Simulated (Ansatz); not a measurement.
# Ligand exchange: In(CH3)(OH)2 + CH5BO3 → In(OH)3 + C2H7BO2

Gas-phase species: In(CH3)(OH)2, singlet; CH5BO3 `COB(O)O`, singlet; In(OH)3, singlet; C2H7BO2 `COB(C)O`, singlet. The partners trade CH3 for OH: In–CH3 and B–OH bonds give way to In–OH and B–CH3.

Shapes, held fixed at every level: PBE0-D4/def2-TZVP. Flexible molecules stand in one conformer, not always the lowest. Programs: Ansatz 0.2.0. The zero-point and thermal change to 298 K, harmonic and unscaled (PBE0-D4/def2-TZVP), is -2.0 kJ/mol.

```
             level                    kind  ΔH(298 K) (kJ/mol)  less CCSD(T)/def2-TZVPP
     HF/def2-TZVPP            Hartree–Fock               +97.9                     +8.0
 PBE-D4/def2-TZVPP                     GGA               +82.4                     -7.5
PBE0-D4/def2-TZVPP           global hybrid               +89.8                     -0.1
wB97X-V/def2-TZVPP  range-separated hybrid               +85.0                     -4.9
     CCSD/def2-SVP   coupled cluster or CI               +96.7                     +6.8
   CCSD/def2-TZVPP   coupled cluster or CI               +92.5                     +2.6
CCSD(T)/def2-TZVPP   coupled cluster or CI               +89.9                      0.0
```

The highest level, CCSD(T)/def2-TZVPP, gives ΔH(298 K) = +89.9 kJ/mol; the levels span +82.4 to +97.9. The column of differences is taken from that level and isn't an error. No measured value is set beside it here. For atoms past krypton def2 sets carry core potentials with scalar relativity. Outer-core shells of In are correlated, in sets that cover them unevenly.

Exchange is strongly endothermic at every level, so methyl is better placed on indium and hydroxide on boron. The small zero-point and thermal term shows that this preference is electronic. What counts is how much each centre gains by holding oxygen instead of carbon, and boron gains more. Its compact, formally empty 2p orbital accepts π density from the oxygen lone pairs, a stabilisation that methyl can barely replace by hyperconjugation. Indium's diffuse 5p orbital overlaps poorly with oxygen 2p, so its bond to hydroxide, though polar, probably gains little from π donation.

Correlation lowers the reaction enthalpy from Hartree–Fock through CCSD to CCSD(T), but leaves most of it intact. The near-coincidence of PBE0-D4 with CCSD(T) doesn't establish comparable accuracy: at the CCSD level, enlarging the basis shifts the result by more than the triples do, so the remaining basis-set error could exceed that gap. The preference applies to isolated monomers; hydroxide bridging in condensed indium hydroxide would stabilise the product side and could weaken it.
